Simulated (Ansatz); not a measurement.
# A series in volume scale on Ag

All results are calculated (Ansatz 0.2.0). Periodic Kohn-Sham DFT of a crystal at fixed atoms, scaled to volume_scale times the given cell; pressure positive in compression, energy less spherical unpolarised free atoms, largest_vzz the field gradient of largest size among the nuclei.

The cell before it is scaled or strained (space group P6_3/mmc, No. 194):
```
Ag
1.0
      2.8862     0.0000     0.0000
     -1.4431     2.4995     0.0000
      0.0000     0.0000    10.0000
Ag
4
Direct
  0.33333 0.66667 0.25000
  0.66667 0.33333 0.75000
  0.00000 0.00000 0.00000
  0.00000 0.00000 0.50000
```

Settings of every row: method frozen-core PAW; functional LDA; relativity scalar; k mesh 14x14x4; filling fermi-dirac; smearing width 0.08 eV; wave cutoff 420 eV; paw set soft_2.

Atom start moment: 0 on all atoms.

Limits: PAW files made with PBE; field gradient without spin-orbit coupling on heavy atoms; no gap: field gradients move with the k mesh.

```csv
row,volume scale,V (Å³/atom),pressure (GPa),largest V_zz (1e21 V/m^2)
1,0.94,16.953,-6.086,0.772
2,0.96,17.314,-8.064,0.678
3,0.98,17.674,-9.761,0.597
4,0.99,17.855,?,?
5,1,18.035,-11.212,0.528
6,1.01,18.215,-11.855,0.5
7,1.02,18.396,-12.448,0.476
8,1.04,18.757,-13.495,0.439
9,1.06,19.117,-14.377,0.417
```

Question: what pressure and largest V_zz should row 4 give?

Worked fit of pressure. Take u = (V_r/V)^(2/3) − 1 with V_r = 18.125 Å³ an atom, which is twice the finite (Eulerian) strain; such expansions in the strain, on which the Birch-Murnaghan equation of state is built, carry the rest volume and the bulk modulus. The shown rows have u = 0.04557, 0.03099, 0.01694, 0.00332, -0.0033, -0.00985, -0.02259, -0.0349. Least squares give pressure = −11.5392 + 96.892 × u + 469.86 × u² + 662 × u³ GPa; a parabola predicts inner rows, each left out in turn, worse (root mean square 0.011 against 0.0018 GPa). The rows lie off it by -0.001, 0.002, -0.001, 0.000, -0.001, 0.001, 0.001, 0.000. The withheld row has u = 0.01006, so the fit gives −11.5392 + 96.892 × (0.01006) + 469.86 × (0.01006)² + 662 × (0.01006)³ = -10.516 GPa.

The calculation gave -10.515 GPa. The fit lies 0.001 GPa (0.012 % of the column's range) below it, one unit of the last digit.

Worked fit of largest V_zz. Take t = volume scale − 1. The shown rows have t = -0.06, -0.04, -0.02, 0, 0.01, 0.02, 0.04, 0.06. Least squares give largest V_zz = 0.5287 − 2.972 × t + 18.36 × t² 1e21 V/m^2; a straight line predicts inner rows, each left out in turn, worse (root mean square 0.021 against 0.0012 1e21 V/m^2). The rows lie off it by -0.001, 0.001, 0.002, -0.001, -0.001, -0.001, 0.000, 0.001. The withheld row has t = -0.01, so the fit gives 0.5287 − 2.972 × (-0.01) + 18.36 × (-0.01)² = 0.560 1e21 V/m^2.

The calculation gave 0.561 1e21 V/m^2. The fit lies 0.001 1e21 V/m^2 (0.28 % of the column's range) below it, one unit of the last digit.
